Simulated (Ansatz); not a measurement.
A series in volume scale on Sn

Free energy against uniform scaling of the volume at fixed shape and fractions; periodic cell, basis, potentials, k mesh and filling as listed. The results are calculated, by Ansatz 0.2.0.

The cell before it is scaled or strained (space group I4/mmm, No. 139):
```
Sn
1.0
     -1.5908     1.5908     2.9156
      1.5908    -1.5908     2.9156
      1.5908     1.5908    -2.9156
Sn
1
Direct
  0.00000 0.00000 0.00000
```

Settings of every row: functional PBEsol; dispersion none; potentials PAW; wave cutoff 550 eV; density cutoff 2200 eV; k mesh 13x13x13; k shift 0x0x0; occupations fermi dirac; smearing width 0.1 eV; spin none.

Limits: coarse k mesh, up to 40 meV an atom off; minimum outside the range.

```csv
row,volume scale,V (Å³/atom),energy above lowest point (meV/atom)
1,0.92,27.152,0
2,0.9467,27.94,?
3,0.9733,28.725,18.9
4,1,29.513,36.6
5,1.0267,30.301,58.6
6,1.0533,31.086,84.1
7,1.08,31.874,112.8
```

Question: what energy above lowest point should row 2 give?

Worked fit of energy above lowest point. Take u = (V_r/V)^(2/3) − 1 with V_r = 29.907 Å³ an atom, which is twice the finite (Eulerian) strain; such expansions in the strain, on which the Birch-Murnaghan equation of state is built, carry the rest volume and the bulk modulus. The shown rows have u = 0.06655, 0.02725, 0.00888, -0.00869, -0.02545, -0.04158. Least squares give energy above lowest point = 47.09 − 1254.1 × u + 7983 × u² + 3438 × u³ meV/atom; a parabola predicts inner rows, each left out in turn, worse (root mean square 0.17 against 0.037 meV/atom). All shown rows lie on it to the printed digit. The withheld row has u = 0.0464, so the fit gives 47.09 − 1254.1 × (0.0464) + 7983 × (0.0464)² + 3438 × (0.0464)³ = 6.4 meV/atom.

The calculation gave 6.4 meV/atom. The fit meets it to the printed digit.
